## Sharing and spacing of the frontier orbitals in an ion pair

The three highest occupied orbitals of this ion pair can be sketched with a pencil: each puts about one quarter of its weight on its leading atom, and all three have nearly the same energy. Both results rest on the shape of the anion, an octahedron of six fluorines around phosphorus. The estimate needs no fitted number and comes within about a tenth of the PBE weights for these three orbitals. It is only a rough guide to the two occupied orbitals below them, and it fails for the empty orbitals, which belong to the cation.

Kohn-Sham orbitals of one 1-ethyl-1-methylpyrrolidinium hexafluorophosphate ion pair, calculated with PySCF 2.14.0 at the PBE/6-31G(d) level with density fitting, in the gas phase at a GFN2-xTB geometry. The largest atom weight is the largest share of the orbital on a single atom, from Löwdin populations.

| row | orbital energy (eV) | orbital label | orbital largest atom weight |
| --- | --- | --- | --- |
| 1 | -7.110 | HOMO-4 | 0.390 |
| 2 | -7.050 | HOMO-3 | 0.320 |
| 3 | -6.240 | HOMO-2 | 0.280 |
| 4 | -6.190 | HOMO-1 | 0.270 |
| 5 | -6.130 | HOMO | 0.260 |
| 6 | -0.090 | LUMO | 0.210 |
| 7 | 0.730 | LUMO+1 | 0.130 |
| 8 | 0.890 | LUMO+2 | 0.200 |
| 9 | 1.040 | LUMO+3 | 0.250 |

### The picture

The hydrogen molecule shows the idea in its simplest form. Its two atoms are equivalent, so its bonding orbital must sit half on one and half on the other, whatever its energy. The octahedral anion resembles it in that equivalent atoms share an orbital. The likeness ends where several orbitals have the same energy: symmetry then fixes only what the whole set puts on each atom, and one must also know the pattern of the single orbitals.

The occupied orbitals in the table are lone pairs of fluorine. Theory gives the pattern of the highest set, which is called $t_{1g}$ in an octahedron. Four fluorines in one plane each contribute a p orbital that lies along the circle through them, head to tail, like the vanes of a pinwheel. An octahedron has three such planes at right angles, hence three such orbitals of equal energy.

One condition goes with this picture. Orbitals of exactly equal energy may also be mixed with each other, and a mixture can spread over all six fluorines, which lowers the largest share to as little as $1/6$. In this ion pair the pinwheels stay nearly separate: each of the three orbitals keeps about 96 % or more of its weight on four fluorines in one plane.

The same picture explains why this set lies on top. Head to tail means that the front lobe of one p orbital meets the back lobe of the next, which has the opposite sign, so the fluorines push each other's electrons up in energy. Phosphorus can't relieve this, because none of its s, p or d orbitals has the pinwheel pattern.

### The rule, worked on two orbitals

Let $w$ be the largest atom weight, that is, the share of the orbital on its leading atom, and let $N$ be the number of equivalent atoms that carry the orbital. The shares add up to one. If the $N$ atoms hold everything in equal parts, then

$$N w = 1, \qquad w = \frac{1}{N}.$$

Take HOMO-2, the third-highest occupied orbital. The pinwheel uses four fluorines, so $w = 1/4 = 0.25$. The calculation gives 0.28, and the estimate is therefore low by about a tenth of the computed value. This is the least favourable of the three top orbitals, and since nothing was fitted, it is a fair trial of the rule.

The error has a simple origin. The four leading fluorines of HOMO-2 together hold 98 % of the orbital, so the assumption that four atoms carry it is sound. What fails slightly is the equality of their shares. If four atoms hold nearly everything, any inequality lifts the largest share above one quarter, which is why the rule errs on the low side. The positive ion nearby is the probable cause of the inequality, since it makes the six fluorines slightly different. The geometry comes from a tight-binding method (GFN2-xTB), so the exact size of these small differences is uncertain.

HOMO-4, the lowest orbital in the table, shows what happens when the pattern is less certain. Sharing among four fluorines would again give 0.25, while sharing between two opposite fluorines would give 0.50. The computed weight, 0.39, lies between the two. Here the pencil supplies a bracket and not a value, and the same holds for HOMO-3.

### Why the lower pair is less regular

A second piece of counting shows that these two orbitals are not simply another pinwheel set. Three orbitals spread evenly over six equivalent fluorines must leave a total of $3/6 = 0.5$ on each. The top three orbitals come close to this, with totals between 0.41 and 0.54 when only the four leading atoms of each orbital are counted. HOMO-4 and HOMO-3, though only two orbitals, already place about 0.7 on one fluorine.

They therefore can't both belong to one undisturbed threefold set. Below the pinwheel orbitals, theory expects two further lone-pair sets close together in energy, $t_{1u}$ and $t_{2u}$. A small disturbance can mix such neighbours and gather an orbital on one opposite pair of fluorines. That the field of the cation does this here is plausible, but the weights alone don't prove it.

### Level spacing

Symmetry gives a companion rule for energies: orbitals that differ only in the plane they occupy should have the same energy. Given the HOMO at −6.13 eV, one would thus place the next two levels at −6.13 eV as well. The calculation puts the lower of them 0.11 eV deeper. That splitting is small beside the step of 0.81 eV down to HOMO-3, so the grouping into a set of three is clear.

The reverse conclusion is unsafe. HOMO-3 and HOMO-4 lie only 0.06 eV apart, about as close as neighbours within the top three, and yet the weights show that they don't form part of one undisturbed set. Nor can the weights name a set: the $t_{2u}$ orbitals can also spread evenly over four fluorines in a plane. The numbers show the sharing, while the assignment of the top set to $t_{1g}$ rests on the argument about lobes.

### Where the rule ends

The cation shows what the rule owes to symmetry. Its nitrogen and seven carbons are not equivalent, and an equal share among these eight atoms, $1/8$, has no justification beyond simplicity. For LUMO+3 it gives only half of the computed 0.25. It does hit LUMO+1, but by chance: only three atoms hold shares near one eighth, and the next in line is a hydrogen, which the count had left out. For LUMO+2 even the leading atom is a hydrogen.

The empty levels also call for caution of another kind. Those above the LUMO have positive energies, so in this calculation an electron in them would not be bound, and the LUMO itself lies barely below zero. The basis set has no diffuse functions to describe such spread-out states, so the energies and shapes of all four could change with a larger basis. A cutoff on the virtual orbitals is not a further limit, since none was applied.

The rule also says nothing about the 6.04 eV between HOMO and LUMO. This separation runs from the anion to the cation, so it depends on the levels of each ion and on how the two are placed, and counting equivalent atoms gives neither. Related salts serve as ionic-liquid electrolytes, for instance to gate transistors. There the orbitals suggest which ion would give up or accept an electron first, but the separation is not the voltage that such a liquid withstands: it describes a single pair in the gas phase, and PBE tends to make it too small.
